## Spherical nanovoid with surface elasticity: size-dependent effective bulk modulus

The atoms lining a void are bound differently from bulk atoms, so the wall carries its own stress and stiffness. The wall area per void volume is $3/R$, and the stiffness of a porous solid therefore depends on the void radius $R$ as well as on the porosity $c$. This section derives that dependence for hydrostatic load, separates the roles of surface modulus and residual surface stress, and applies the result to closed-pore porous silicon.

### Premises and conventions

1. The matrix is a homogeneous, isotropic elastic solid with bulk modulus $K>0$ and shear modulus $\mu>0$. Tension is positive.
2. The void is empty and spherical. $R$, $c$ and the coordinate $r$ refer to the reference state, in which the matrix is free of stress.
3. The wall is a membrane of zero thickness, bonded to the matrix, isotropic in its plane and without bending stiffness, as in the theory of Gurtin and Murdoch (1975). No atoms are added to it during loading.
4. Strain means stretch minus one. Energies are counted per reference volume or area, so their derivatives are nominal stresses, forces per reference area or length.
5. Bulk and surface energies are cut after the quadratic terms. The cubic bulk terms are restored further on.

For a radial displacement $u(r)$ the principal stretches are $1+u'$ and, twice, $1+u/r$. The strains
$$e_r=u',\qquad e_\theta=u/r \tag{1}$$
are thus exactly linear in $u$. The bulk energy density is the sum of a dilatational and a deviatoric part,
$$W=\tfrac12K(e_r+2e_\theta)^2+\tfrac23\mu(e_r-e_\theta)^2 , \tag{2}$$
where the factor $2/3$ is the sum of squares of the components $(2/3,-1/3,-1/3)$ of the strain deviator per unit $e_r-e_\theta$.

For a surface strain tensor $\boldsymbol\varepsilon$ the excess energy per reference area is
$$\gamma=\gamma_0+\tau_0\,\mathrm{tr}\,\boldsymbol\varepsilon+\tfrac12\lambda_s(\mathrm{tr}\,\boldsymbol\varepsilon)^2+\mu_s\,\mathrm{tr}\,\boldsymbol\varepsilon^2 .$$
On the void wall the strain is equibiaxial, $\varepsilon=u(R)/R$, so $\mathrm{tr}\,\boldsymbol\varepsilon=2\varepsilon$, $\mathrm{tr}\,\boldsymbol\varepsilon^2=2\varepsilon^2$ and
$$\gamma=\gamma_0+2\tau_0\varepsilon+K_s\varepsilon^2,\qquad \sigma_s\equiv\tfrac12\frac{d\gamma}{d\varepsilon}=\tau_0+K_s\varepsilon,\qquad K_s=2(\lambda_s+\mu_s). \tag{3}$$
The factor $1/2$ divides the work between the two in-plane directions. $\tau_0$ and $K_s$ are in N/m, and 1 N/m per nm is 1 GPa. As an excess quantity $K_s$ may have either sign.

The value of $K_s$ depends on the stress measure. The force per current length is $\sigma_s/(1+\varepsilon)=\tau_0+(K_s-\tau_0)\varepsilon+\dots$, so a modulus $K_s^{C}$ defined from it obeys $K_s=K_s^{C}+\tau_0$. A liquid film shows this: its energy is $\gamma_0(1+\varepsilon)^2$, which gives $\tau_0=K_s=\gamma_0$ and $K_s^{C}=0$. All formulas below use the $K_s$ of (3).

### Field equation and boundary conditions

Take a shell of matrix, $R\le r\le b$, with $c=(R/b)^3$ and a radial nominal traction $\Sigma$ on $r=b$. The potential energy is
$$\Pi=\int_R^b W\,4\pi r^2dr+4\pi R^2\gamma(\varepsilon)-4\pi b^2\,\Sigma\,u(b).$$
Define $\sigma_r=\partial W/\partial e_r$ and $2\sigma_\theta=\partial W/\partial e_\theta$. From (2),
$$\sigma_r=K(e_r+2e_\theta)+\tfrac43\mu(e_r-e_\theta),\qquad \sigma_\theta=K(e_r+2e_\theta)-\tfrac23\mu(e_r-e_\theta). \tag{4}$$
Vary $u$, use $\delta\varepsilon=\delta u(R)/R$, and integrate the term in $\delta u'$ by parts:
$$\frac{\delta\Pi}{4\pi}=-\int_R^b\big[(r^2\sigma_r)'-2r\sigma_\theta\big]\delta u\,dr+b^2[\sigma_r(b)-\Sigma]\,\delta u(b)+R^2\Big[\frac{2\sigma_s}{R}-\sigma_r(R)\Big]\delta u(R).$$
The three variations are independent, so equilibrium requires
$$\sigma_r'+\frac{2(\sigma_r-\sigma_\theta)}{r}=0,\qquad \sigma_r(b)=\Sigma,\qquad \sigma_r(R)=\frac{2\sigma_s}{R}. \tag{5}$$
The last relation is the Young–Laplace condition for a solid wall: a membrane in tension pulls the solid toward the centre and puts it in radial tension.

Insert (1) and (4) into the first relation. The shear terms are $\tfrac43\mu(u''-u'/r+u/r^2)+4\mu(u'/r-u/r^2)=\tfrac43\mu(u''+2u'/r-2u/r^2)$, and the bracket is the derivative of the dilatation $u'+2u/r=r^{-2}(r^2u)'$. Hence
$$\Big(K+\tfrac43\mu\Big)\frac{d}{dr}\Big[\frac{(r^2u)'}{r^2}\Big]=0 .$$
The dilatation is a constant $3A$, and a second integration gives, with a constant $\beta$,
$$u=Ar+\beta\frac{R^3}{r^2},\qquad e_r=A-2s,\qquad e_\theta=A+s,\qquad s=\beta\frac{R^3}{r^3}, \tag{6}$$
$$\sigma_r=3KA-4\mu s,\qquad \sigma_\theta=3KA+2\mu s. \tag{7}$$
The field is a uniform dilatation plus a pure shear that falls as $r^{-3}$. The wall strain is $\varepsilon=A+\beta$.

### The equivalent inclusion

With (3), the wall condition in (5) reads
$$\sigma_r(R)=p_s+3K_i\,\varepsilon,\qquad p_s=\frac{2\tau_0}{R},\qquad K_i=\frac{2K_s}{3R}. \tag{8}$$
Compare a bonded solid sphere of bulk modulus $K_i$ filling $r<R$. Regularity at the centre excludes the $r^{-2}$ term, so $u=\varepsilon r$ inside and $\sigma_r=3K_i\varepsilon$, whatever its shear modulus. The matrix senses the interior only through the relation between $\sigma_r(R)$ and $u(R)$. Under hydrostatic load the void with its wall is therefore equivalent to an inclusion of bulk modulus $K_i$ that carries a hydrostatic prestress $p_s$. The equivalence is limited to spherically symmetric states; in shear $\lambda_s$ and $\mu_s$ enter separately.

Equating (7) at $r=R$ with (8) gives
$$\beta=\frac{3(K-K_i)A-p_s}{4\mu+3K_i}. \tag{9}$$

### Isolated void

For $b\to\infty$ the remote stress fixes $A=\Sigma/3K$. The part of (9) due to $\tau_0$ does not depend on the load:
$$u_0=-\frac{p_s}{4\mu+3K_i}\frac{R^3}{r^2},\qquad \sigma_{r,0}=-2\sigma_{\theta,0}=\frac{4\mu\,p_s}{4\mu+3K_i}\frac{R^3}{r^3}. \tag{10}$$
The residual displacement decays as $r^{-2}$, the residual strain and stress as $r^{-3}$, and the field has no dilatation. Its amplitude depends on $K_s$ through $K_i$, because the wall strain changes the surface stress.

### Finite porosity

The macroscopic linear strain of the shell is $E=u(b)/b$. At $r=b$, $s=c\beta$, so
$$E=A+c\beta,\qquad \Sigma=3KA-4\mu c\beta. \tag{11}$$
Equations (9) and (11) are linear with the source $p_s$, so $\Sigma=3K_{\rm eff}(E-E_0)$, where the slope is found with $p_s=0$ and $E_0\propto p_s$.

*Slope.* With $p_s=0$, (9) and the first of (11) give the response per unit $E$,
$$A_1=\frac{4\mu+3K_i}{D},\qquad \beta_1=\frac{3(K-K_i)}{D},\qquad D=4\mu+3cK+3(1-c)K_i. \tag{12}$$
Then $3K_{\rm eff}=3KA_1-4\mu c\beta_1$, that is
$$K_{\rm eff}=\frac{N}{D},\qquad N=4\mu K(1-c)+K_i(3K+4\mu c). \tag{13}$$
Subtract $K$. The numerator becomes $N-KD=c(K_i-K)(3K+4\mu)$, and $D=3K+4\mu+3(1-c)(K_i-K)$. Dividing both by $3K+4\mu$,
$$K_{\rm eff}=K+\frac{c\,(K_i-K)}{1+(1-c)\dfrac{K_i-K}{K+4\mu/3}},\qquad K_i=\frac{2K_s}{3R}. \tag{14}$$
The limits $c\to0$, $K_i=K$ and $c\to1$ give $K$, $K$ and $K_i$. For $R\to\infty$ the bare-void value $K_0=4\mu K(1-c)/(4\mu+3cK)$ remains.

*Residual state.* For $\Sigma=0$, (11) gives $A_0=4\mu c\beta_0/3K$. Substitution in (9) and multiplication by $K$ yields $-N\beta_0=Kp_s$, so
$$\beta_0=-\frac{Kp_s}{N},\qquad 3KA_0=-\frac{4\mu cKp_s}{N},\qquad E_0=-\frac{c\,(3K+4\mu)\,p_s}{3N}. \tag{15}$$
At finite porosity a positive $\tau_0$ adds to the $r^{-3}$ field a uniform mean compression $3KA_0$ of the matrix and shrinks the body by $3E_0$ in volume. Both vanish in proportion to $c$, which restores (10). Under the five premises $\tau_0$ shifts the origin of the stress–strain line and leaves its slope unchanged.

*From one shell to a porous solid.* Let a homogeneous medium obey $\sigma=3K^*(E-E_0)$ in a uniform hydrostatic state $u=Er$. Cut out a sphere of radius $b$ and insert the shell. Displacement and radial traction match at $r=b$ without any disturbance outside if and only if $K^*=K_{\rm eff}$, whatever the shear modulus of the medium. For bare voids the insertion can be repeated with ever smaller shells of the same $c$ until space is filled, and $K_0$ is exact for this composite-sphere assemblage (Hashin 1962). With a surface modulus $K_i$ varies with $R$, so shells of different size are not neutral in the same medium, and equal spheres cannot fill space. For voids of one size, (14) is thus an estimate that defines $K_{\rm eff}$ by neutrality of one shell. It is exact to first order in $c$, where
$$K_{\rm eff}=K+c\,(K_i-K)\frac{3K+4\mu}{3K_i+4\mu}+O(c^2).$$

### Leading size dependence

Differentiating (14) with respect to $K_i$ at $K_i=0$ gives
$$\Delta K_s=cK_if^2=\tfrac29K_sS_vf^2,\qquad f=\frac{3K+4\mu}{4\mu+3cK},\qquad S_v=\frac{3c}{R}. \tag{16}$$
Here $f=A_1+\beta_1$ at $K_i=0$ is the wall strain per unit macroscopic strain and $S_v$ the wall area per volume. Energy gives the same result. To first order a perturbation changes a minimum by its value on the unperturbed field, so $\tfrac92K_{\rm eff}E^2$ gains $S_vK_s(fE)^2$. Since $f$ does not depend on $R$, the second form of (16) holds to first order in $K_s$ for an assemblage with any size distribution of finite $S_v$.

The result respects the freedom to place the dividing surface. A thin layer of matrix at the wall has $\sigma_r\approx0$, so $3KA=4\mu s$, $\sigma_\theta=6\mu s$, $e_\theta=s(3K+4\mu)/3K$, and its biaxial modulus is $M=18K\mu/(3K+4\mu)$. Removing a thickness $\delta$ can be booked as $K_s=-M\delta$ at fixed $R$, for which (16) gives $-12cK\mu(3K+4\mu)\,\delta/[R(4\mu+3cK)^2]$. It can also be booked as a larger bare void, $c\to c(1+3\delta/R)$; with
$$\frac{dK_0}{dc}=-\frac{4\mu K(3K+4\mu)}{(4\mu+3cK)^2}$$
the change is the same. A value of $K_s$ has meaning only together with the rule that defines $R$.

### Stability

For given $u(R)$ and $u(b)$ the field (6) minimises the positive bulk energy $W=\tfrac92KA^2+6\mu s^2$. The average of $(R/r)^6$ over the sphere of radius $b$, with the void counted as zero, is $c(1-c)$. At fixed $E$ the quadratic energy per volume is then
$$w=\tfrac92(1-c)K(E-c\beta)^2+6\mu c(1-c)\beta^2+\tfrac92cK_i\,[E+(1-c)\beta]^2,$$
with $\partial^2w/\partial\beta^2=3c(1-c)D$. Stability against radial motion needs $D>0$ at fixed $E$, and also $N>0$ at fixed load. For $K_s<0$ the condition $N>0$ means
$$R>R_c=\frac{|K_s|\,(3K+4\mu c)}{6\mu K(1-c)} .$$

### How the residual stress re-enters

The independence of $K_{\rm eff}$ from $\tau_0$ rests on premise 5. The residual strain is of order $\tau_0/\mu R$, and the cubic elastic constants convert it into a change of stiffness of order $\tau_0/R$, the same order in $1/R$ as $K_i$. This term must be computed.

In the Green strain $\boldsymbol\eta=\mathbf e+\tfrac12\mathbf e^2$ an isotropic solid has, with $\lambda=K-\tfrac23\mu$ and third-order constants $\nu_1,\nu_2,\nu_3$,
$$W=\tfrac12\lambda(\mathrm{tr}\,\boldsymbol\eta)^2+\mu\,\mathrm{tr}\,\boldsymbol\eta^2+\tfrac16\nu_1(\mathrm{tr}\,\boldsymbol\eta)^3+\nu_2\,\mathrm{tr}\,\boldsymbol\eta\;\mathrm{tr}\,\boldsymbol\eta^2+\tfrac43\nu_3\,\mathrm{tr}\,\boldsymbol\eta^3 .$$
Expanded in $\mathbf e$, the quadratic part is (2) and the cubic part is $n_1(\mathrm{tr}\,\mathbf e)^3+n_2\,\mathrm{tr}\,\mathbf e\,\mathrm{tr}\,\mathbf e^2+n_3\,\mathrm{tr}\,\mathbf e^3$ with $n_1=\nu_1/6$, $n_2=\nu_2+\lambda/2$, $n_3=\tfrac43\nu_3+\mu$. For the strains (6), $\mathrm{tr}\,\mathbf e=3A$, $\mathrm{tr}\,\mathbf e^2=3A^2+6s^2$ and $\mathrm{tr}\,\mathbf e^3=3A^3+18As^2-6s^3$, so
$$W_3=w_1A^3+w_2As^2+w_3s^3,\quad w_1=27n_1+9n_2+3n_3,\quad w_2=18(n_2+n_3),\quad w_3=-6n_3 .$$
Let $w(E)$ be the minimum of the stored energy per reference volume at prescribed $E$. The work $4\pi b^2\Sigma\,b\,dE$ gives $w'=3\Sigma$, so $w''/9$ is the slope modulus. To first order $W_3$ adds its average over the unperturbed field $A=A_0+tA_1$, $\beta=\beta_0+t\beta_1$, $t=E-E_0$. Differentiate twice at $t=0$ and use the averages $1-c$, $c(1-c)$ and $c(1-c^2)/2$ of $1$, $(R/r)^6$ and $(R/r)^9$:
$$9\,\delta K_3=6w_1A_0A_1^2(1-c)+w_2\,(2A_0\beta_1^2+4A_1\beta_0\beta_1)\,c(1-c)+3w_3\beta_0\beta_1^2\,c(1-c^2). \tag{17}$$
The shift of $E_0$ by $W_3$ is of second order in $\tau_0$, and a cubic surface term contributes at order $R^{-2}$.

A second correction is geometric. The observable modulus is $-V\,dp/dV$ with the true pressure $p=-\Sigma/\Lambda^2$, $\Lambda=1+E$, $V\propto\Lambda^3$. At $\Sigma=0$ it equals $(d\Sigma/dE)/3\Lambda$, the slope modulus divided by $1+E_0$. To order $1/R$ the tangent modulus of the unloaded body is therefore
$$K_T=K_{\rm eff}+\Delta K_\tau,\qquad \Delta K_\tau=\delta K_3-K_0E_0, \tag{18}$$
with (12) and (15) evaluated at $K_i=0$.

### Range of validity

- **Size.** The membrane picture needs $R$ and the ligament width, about $2(b-R)$, to be large against the perturbed surface layer and against $|K_s|/\mu$. Curvature dependence of $\tau_0$ and $K_s$, which includes a residual bending moment and stretch–bending coupling, enters at order $R^{-2}$, as do the terms of (14) beyond (16). A bending stiffness $B$, in N m, acts on the curvature change $\Delta\kappa\approx-\varepsilon/R$ and adds an energy per area of order $B\varepsilon^2/R^2$; multiplied by $S_v$ it enters at order $R^{-3}$. It does not enter at all if the bending energy is the squared curvature integrated over the current area, which a dilation leaves unchanged. Only the $1/R$ term is controlled. With negative surface moduli the continuum model also has spurious instabilities at wavelengths of order $|K_s|/\mu$.
- **Residual stress.** Equation (14) alone suffices when $|\Delta K_\tau|\ll|\Delta K_s|$; otherwise (18) applies.
- **Porosity and shape.** The voids are closed, near-spherical and well separated. For $K_s=0$ and an isotropic matrix, $K_0$ is the upper bound of Hashin and Shtrikman (1963) for an isotropic porous solid, so other pore arrangements are no stiffer.
- **Anisotropy.** In a cubic matrix $K=(C_{11}+2C_{12})/3$ is exact for the uniform part and decouples from shear. Using (6) as a trial displacement averages the shear stiffness over all directions, which gives the Voigt modulus $\mu_V$ and an upper bound for the bare-void assemblage. Using (7) as a trial stress averages the compliance, which gives the Reuss modulus $\mu_R$ and a lower bound. For a faceted wall $\tau_0$ and $K_s$ are area averages.
- **Load.** The load is hydrostatic and small, without plasticity, surface diffusion or change of reconstruction.

### Illustration: closed-pore porous silicon, $c=0.20$

*Bulk inputs.* The compiled measured constants of Si are $C_{11}=165.64$, $C_{12}=63.94$ and $C_{44}=79.51$ GPa (Oses 2018, temperature not stated). They give $K=97.84$ GPa, $\mu_V=(C_{11}-C_{12}+3C_{44})/5=68.05$ GPa and $\mu_R=5(C_{11}-C_{12})C_{44}/[4C_{44}+3(C_{11}-C_{12})]=64.88$ GPa. The mean of the unrounded pair, $\mu=66.46$ GPa, is used. Then $\lambda=53.53$ GPa, $3K+4\mu=559.36$ GPa and Poisson's ratio is 0.223.

*Assumed inputs.* For the wall, $\lambda_s=-4.5$, $\mu_s=-2.8$ and $\tau_0=1.0$ N/m, so $K_s=-14.6$ N/m. These are illustrative values of a size typical of atomistic estimates for bare Si surfaces; size and sign vary with facet, reconstruction and termination. The third-order constants are assumed as $\nu_1=-218$, $\nu_2=-55$, $\nu_3=-88$ GPa, typical of orientation averages for Si.

*Bare voids.* $K_0=64.1$ GPa, or $0.655K$, between 63.8 GPa with $\mu_R$ and 64.4 GPa with $\mu_V$. The first-order formula in $c$ gives 56.7 GPa, so this porosity is not dilute. The geometry has $b/R=1.71$.

*Surface modulus.* $f=1.72$ and $cf^2=0.594$, so (16) reads $\Delta K_s=0.396\,K_s/R=-5.8$ GPa nm$/R$, which falls to 1 % of $K_0$ at $R\approx9$ nm.

*Residual stress.* At $K_i=0$, $A_1=0.819$ and $\beta_1=0.904$, and per GPa of $p_s$: $A_0=-8.52\times10^{-4}$, $\beta_0=-4.70\times10^{-3}$, $E_0=-1.79\times10^{-3}$. The cubic coefficients are $w_1=-1388$, $w_2=-1424$ and $w_3=305$ GPa. The three terms of (17) are $3.81$, $3.49$ and $-0.68$ times $p_s$, so $\delta K_3=0.74\,p_s$. The geometric term is $0.11\,p_s$, and $\Delta K_\tau=0.85\,p_s=1.70\,\tau_0/R$. The sign is that of a matrix stiffened by its mean compression. Per N/m, $\tau_0$ weighs 4.3 times as much as $K_s$.

The table gives the model's values, with moduli and stresses in GPa; $K_{\rm eff}$ is from (14) and $E_0$ from (15).

| $R$ (nm) | $K_i$ | $K_{\rm eff}$ | $K_{\rm eff}-K_0$ | $p_s$ | $10^3E_0$ | $\Delta K_\tau$ |
|---|---|---|---|---|---|---|
| 1 | $-9.7$ | 57.9 | $-6.2$ | 2.0 | $-4.3$ | 1.7 |
| 2 | $-4.9$ | 61.1 | $-3.0$ | 1.0 | $-2.0$ | 0.85 |
| 5 | $-1.9$ | 62.9 | $-1.2$ | 0.40 | $-0.74$ | 0.34 |
| 20 | $-0.49$ | 63.8 | $-0.29$ | 0.10 | $-0.18$ | 0.085 |

At $R=2$ nm the wall area is $S_v=300$ m$^2$/cm$^3$ and the ligaments are about 2.8 nm wide. The surface modulus lowers $K_{\rm eff}$ by 4.7 %; the first-order part is $-2.9$ GPa and the uncontrolled remainder $-0.1$ GPa. In the unloaded body the wall strain is $-0.60$ %, the wall stresses are $\sigma_r=1.09$ GPa and $\sigma_\theta=-0.95$ GPa, the mean matrix stress is $-0.27$ GPa and the volume change $-0.59$ %. The radius $R_c=0.16$ nm and the length $|K_s|/\mu=0.22$ nm are of atomic size, so the instabilities lie outside the continuum description.

Several terms compete with the size effect at this radius. The residual stress cancels 29 % of the first-order $\Delta K_s$. Reading the assumed modulus as $K_s^{C}$ would change $K_s$ by 7 %. With $M=209$ GPa the whole $K_s$ equals a shift of the dividing surface by 0.07 nm. If the 20 % were the geometric porosity of the relaxed body, the reference porosity would be larger by $-3c(1-c)\beta_0=0.0023$, which with $dK_0/dc=-138$ GPa lowers the modulus by 0.3 GPa. The averaging scheme matters as much as the surface: for Poisson's ratio 0.2, where $3K=4\mu$, $K_0/K=(1-c)/(1+c)=0.667$, while the differential scheme, which adds voids stepwise to the current effective medium, gives $(1-c)^2=0.640$, lower by 4 %.

The model's tangent modulus for 2 nm voids is $61.1+0.85\approx62$ GPa, against 64 GPa for large voids. It is the model's number, not that of a material, because the surface and third-order inputs are assumed. Closed pores in annealed porous Si are typically faceted and tens of nanometres wide, where the table puts the surface terms below half a per cent. Irregular or connected pores would lower the modulus relative to $K_0$, and an oxide as thick as a sizeable fraction of $R$ has to be treated as a separate shell, not as a membrane.